**Slope crossover under correlated defect generation: Joule-assisted filament growth in TiO$_2$**

A film breaks down when one column of $n$ cells becomes defective from electrode to electrode. I write the failed fraction as $F=1-e^{-H}$ and call $\beta=d\ln H/d\ln t$ the local Weibull slope. Today the cells are not independent. The first one forms at rate $k_0$ per column, passes current and heats its surroundings. The remaining $m=n-1$ cells then form one after another at a rate $k\gg k_0$.

## The setting

Take rutile with $c$ along the film normal, $a=4.59308$ Å and $c=2.95889$ Å (compiled values, Burdett 1987). I assume a cell of $2a\times2a\times3c$, that is 0.919 nm wide and 0.888 nm high, and $n=5$, so the film is 4.44 nm thick. The device is 100 nm × 100 nm at $T_0=400$ K.

The other inputs are illustrative. Nucleation and growth share an effective barrier $E_a=1.5$ eV. I set $k_0=10^{-6}$ s$^{-1}$, close to the $1.3\times10^{-6}$ s$^{-1}$ given by a typical attempt frequency of $10^{13}$ s$^{-1}$. A nucleated column deposits $P_J=1$ µW (1 µA at 1 V) in a sphere of radius $r=a$, in a film of approximate thermal conductivity $\kappa=2$ W m$^{-1}$ K$^{-1}$. An electron gains 1 eV, well below the 3.05 eV gap (compiled value, He 2017), so impact ionisation is left out.

## The estimate by hand

Call the cell 1 nm wide: $N\approx10^4$ columns, and the first nucleus appears after $1/(Nk_0)=100$ s. A sphere in an infinite medium has the surface temperature rise $\Delta T=P_J/(4\pi\kappa r)$, about 80 K for $r=0.5$ nm. With $k_BT_0=0.0345$ eV, call it 1/30 eV, $E_a/k_BT_0\approx45$. A 20 % rise in temperature then gains $45\times0.2=9$ in the exponent, so $k/k_0\approx8\times10^3$. Four steps take $4/k=500$ s. Waiting plus growing gives

$$t_{63}\approx 600\ \text{s}.$$

For the slope, if waiting dominated, failure would be a Poisson event with $\beta=1$. If five unlikely events had to crowd into a short time, we would have $\beta=5$. Here about 5 nuclei appear during one growth time, which is neither limit, so I guess the middle, $\beta\approx3$.

## The careful calculation

The sum of $m$ exponential waits of rate $k$ is shorter than $u$ with probability $P(m,ku)=\gamma(m,ku)/\Gamma(m)$, the regularised lower incomplete gamma function. A column that nucleates at time $s$ has $t-s$ left, so

$$F_1(t)=\int_0^t k_0e^{-k_0s}P\big(m,k(t-s)\big)\,ds,\qquad H=-N\ln(1-F_1).$$

For $k_0t\ll1$ the exponential is 1 and the logarithm is linear. With $x=kt$,

$$H=Nk_0\int_0^tP(m,ku)\,du=\lambda\,G(x),\qquad \lambda=\frac{Nk_0}{k},$$

$$G(x)=xP(m,x)-mP(m+1,x),\qquad \beta=\frac{xP(m,x)}{G(x)}.$$

To verify $G$, differentiate it. The terms $x\cdot x^{m-1}e^{-x}/(m-1)!$ and $m\,x^me^{-x}/m!$ cancel, leaving $G'=P(m,x)$, and $G(0)=0$. $H$ is the expected number of completed columns.

*Early.* $P(m,x)=\frac{x^m}{m!}\left[1-\frac{mx}{m+1}+\dots\right]$ integrates to

$$H=\frac{Nk_0k^{n-1}t^n}{n!}\left[1-\frac{n-1}{n+1}kt+\dots\right],\qquad \beta\simeq n-\frac{n-1}{n+1}kt .$$

*Late.* Since $\int_0^\infty(1-P)\,dx=m$, the mean of the gamma distribution, $G=x-m+\int_x^\infty(1-P)\,dx'$. For $kt\gg n$ the last term is exponentially small:

$$H=Nk_0\left[t-\frac{n-1}{k}\right],\qquad \beta=\frac{kt}{kt-(n-1)}\to1 .$$

The leading early form overestimates $H$, because $P\le x^m/m!$. The late form underestimates it, because the dropped integral is positive. Together they bracket $t_{63}$.

**Question.** *You assumed $k_0t\ll1$. Does slope 1 survive beyond that?*

It does. For $kt\gg n$ the exact survival of a column is $e^{-k_0t}\langle e^{k_0\tau}\rangle$, with $\tau$ the growth time, and the average is $(1-k_0/k)^{-m}$. So $H=N[k_0t+m\ln(1-k_0/k)]$, which is the late form when $k_0\ll k$. While $kt\lesssim n$, $k_0t$ is small for the same reason.

Now the numbers, carried unrounded. $N=1.185\times10^4$ and $\Delta T=86.6$ K. I give the growing cells this surface value, with the source following the tip, so the Arrhenius ratio is

$$\ln\frac{k}{k_0}=\frac{E_a}{k_B}\left(\frac1{T_0}-\frac1{T_0+\Delta T}\right)=7.75,$$

so $k/k_0=2.31\times10^3$ and $\lambda=5.12$. For $n=5$,

$$G=x-4+e^{-x}\left(4+3x+x^2+\tfrac{x^3}{6}\right).$$

Setting $G=1/\lambda=0.195$ gives $x=2.60$. The model's result is

$$t_{63}=1.12\times10^3\ \text{s},\qquad \beta=3.50,$$

inside the bracket from $0.81\times10^3$ s (early form) to $1.81\times10^3$ s (late form). Here $k_0t=1.1\times10^{-3}$, and the exact $H$ differs from $\lambda G$ by less than 0.1 %.

| $x=kt$ | $H$ | $\beta$ |
|---|---|---|
| 0.5 | $9.6\times10^{-4}$ | 4.67 |
| 1 | 0.022 | 4.37 |
| 2.60 | 1 | 3.50 |
| 4 | 4.0 | 2.90 |
| 10 | 31 | 1.65 |
| 40 | $1.8\times10^{2}$ | 1.11 |

**Question.** *At $H=31$ every device is dead. Who ever sees slope 1?*

Nobody at this area. The shape $G$ is fixed, and area only shifts $\ln H$ vertically through $\lambda$. Large devices fail on the steep part and small ones on the flat part. A 20 nm × 20 nm device has $\lambda=0.205$, $x=8.85$, $t_{63}=3.82\times10^3$ s and $\beta=1.77$. Scaling the time from the large device as $25^{1/\beta}$ with its fixed slope would give only $2.81\times10^3$ s.

## Why the two differ

The careful time is 1.87 times the hand value, and that modest ratio hides two larger effects of opposite sign.

*The rate.* Unrounded inputs, $E_a/k_BT_0=43.5$ and 86.6 K, would move the linearised exponent from 9 up to 9.42. Linearising, however, replaces $\Delta T/(T_0T)$ by $\Delta T/T_0^2$, with $T=T_0+\Delta T$. The missing factor $T_0/T=0.822$ removes 1.68 from the exponent. Net, the hand rate was 3.5 times too fast. Correcting $k$ alone turns 600 s into $1.83\times10^3$ s, a factor 3.05.

*The column count.* The wait falls from 100 s to 84 s and the sum to $1.81\times10^3$ s, a factor 0.99. The wait is a small part of the total.

*The race.* Waiting plus growing is exactly the late form solved for $H=1$, and it assigns the mean growth time to every column. That mean is $4/k=1.73\times10^3$ s, with a standard deviation $2/k=0.86\times10^3$ s. By $t_{63}$ about 13 columns have nucleated, and the fastest closes the film well before the mean. This factor is 0.62.

The product of the three is the 1.87. The slope came out above the guess because the slower $k$ raises $\lambda$, which moves failure to smaller $x$ and toward slope $n$.

**Question.** *Can one oxygen vacancy really heat anything?*

No. A trap passing 1 nA at 1 V gives 0.09 K in the same formula. The nucleus must be a conducting, oxygen-poor seed, and 1 µA through an unfinished column describes electroforming conditions better than quiet leakage. The heating is the weak link, since $d\ln k/d\ln\Delta T=E_a\Delta T/k_BT^2=6.4$. With $\kappa=3$ W m$^{-1}$ K$^{-1}$ the ratio $k/k_0$ drops to $2.4\times10^2$. With a value of about 8, typical of bulk rutile, $\Delta T$ is 22 K and the ratio is only 9. Nearby metal electrodes and carriers that release their energy in the anode lower $\Delta T$ further, and Fourier's law is doubtful at half a nanometre. These uncertainties exceed the whole gap between my two calculations, so three figures describe the model only.

**Question.** *Heat spreads sideways. Are the columns independent?*

Heating alone does not make them so, and independence is an assumption of the model. Outside the source $\Delta T\propto1/r$, the same in all directions. Judged at cell centres, the four nearest columns, at $2a$, are 43 K warmer and convert at $70k_0$, while the next cell in the column, at $3c$, is 45 K warmer and converts at $80k_0$. The two rates differ by a factor of only 1.14. Judged at the faces, at $a$ sideways and $1.5c=0.444$ nm along the column, all these cells see about the surface rise and convert at about $k$. For the four neighbours to stay intact until failure, growth along the column must outrun the sideways rate by much more than $4x\approx10$. Only the field at the tip can supply that preference, and the model takes it as given.

The $1/r$ tail also reaches far. Averaged over source and target positions in the 100 nm square, one nucleus adds 1.2 K. Even linearised in $\Delta T$, that raises the nucleation rate summed over the device by $1.5\times10^3k_0$, or 1.7 extra nuclei if it acts for a full $t_{63}$. The 13 primary nuclei together add 16 K by $t_{63}$, which multiplies $k_0$ by 5 and $k$ by 3 at that time. Electrodes acting as ideal heat sinks would cut this tail off as $e^{-\pi r/d}$, with $d$ the film thickness and a decay length $d/\pi=1.41$ nm. They would not decouple the nearest columns, which lie closer than that. For given $k_0$ and $k$, both couplings shorten $t_{63}$, and my numbers belong to the independent-column model.

**Question.** *The current grows as the gap closes. Why equal rates?*

Only for a closed form. With step rates $k_1,\dots,k_m$ the early law keeps slope $n$, with $k^{n-1}$ replaced by $\prod_jk_j$, and the late delay becomes $\sum_j1/k_j$. If the later steps run away, they drop out over the observed times, and the apparent slope counts only the slow steps plus one.

**Question.** *How does 3.5 compare with real films?*

The time has no typical counterpart, since it scales with the chosen $k_0$. As typical knowledge, not a measurement on this system, time-to-breakdown slopes of high-permittivity oxides a few nanometres thick lie around 1 to 2. The model's 3.5 is therefore too steep by roughly a factor of two. Larger cells, defects already present before stress, runaway of the last steps and thickness variation would each lower it.